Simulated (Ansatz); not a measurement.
A series in volume scale on C

All results are calculated (Ansatz 0.2.0). Periodic Kohn-Sham DFT of a crystal at fixed atoms, scaled to volume_scale times the given cell; pressure positive in compression, energy less spherical unpolarised free atoms, largest_vzz the field gradient of largest size among the nuclei.

The cell before it is scaled or strained (space group Fd-3m, No. 227):
```
cell vectors (Å)
   0.0000     1.7834     1.7834
   1.7834     0.0000     1.7834
   1.7834     1.7834     0.0000
atoms (fractions of the cell vectors)
C   0.50000  0.50000  0.50000
C   0.75000  0.75000  0.75000
```

Settings of every row: method all-electron PAW; functional LDA; relativity scalar; k mesh 20x20x20; filling fermi-dirac; smearing width 0.08 eV; nucleus gaussian.

Atom start moment: 0 on all atoms.

Limits: cell far from its zero-pressure volume.

| row | volume scale | V (Å³/atom) | pressure (GPa) |
| --- | --- | --- | --- |
| 1 | 0.94 | 5.332 | 16.132 |
| 2 | 0.95 | 5.389 | 10.677 |
| 3 | 0.96 | 5.445 | ? |
| 4 | 0.98 | 5.559 | -4.205 |
| 5 | 0.99 | 5.615 | -8.709 |
| 6 | 1 | 5.672 | -13.004 |
| 7 | 1.01 | 5.729 | -17.098 |
| 8 | 1.02 | 5.786 | -21 |
| 9 | 1.04 | 5.899 | -28.267 |
| 10 | 1.05 | 5.956 | -31.647 |
| 11 | 1.06 | 6.012 | -34.868 |

Question: what pressure should row 3 give?

Worked fit of pressure. Take u = (V_r/V)^(2/3) − 1 with V_r = 5.7005 Å³ an atom, which is twice the finite (Eulerian) strain; such expansions in the strain, on which the Birch-Murnaghan equation of state is built, carry the rest volume and the bulk modulus. The shown rows have u = 0.04556, 0.03817, 0.0169, 0.01013, 0.00335, -0.00332, -0.00988, -0.02256, -0.02881, -0.03485. Least squares give pressure = −15.0745 + 618.184 × u + 1467.19 × u² GPa; a straight line predicts inner rows, each left out in turn, worse (root mean square 0.9 against 0.032 GPa). The rows lie off it by -0.003, 0.018, 0.003, -0.047, -0.017, 0.013, 0.039, 0.007, 0.020, -0.032 (root mean square 0.025 GPa). The pressure vanishes at u = 0.0231, or V = 5.508 Å³ an atom, and there the bulk modulus at fixed shape and fractions is B = −V dP/dV = (2/3)(1 + u) dP/du = 468 GPa. The withheld row has u = 0.03104, so the fit gives −15.0745 + 618.184 × (0.03104) + 1467.19 × (0.03104)² = 5.528 GPa.

The calculation gave 5.477 GPa. The fit lies 0.051 GPa (0.1 % of the column's range) above it; its largest miss of a shown row is 0.047 GPa.
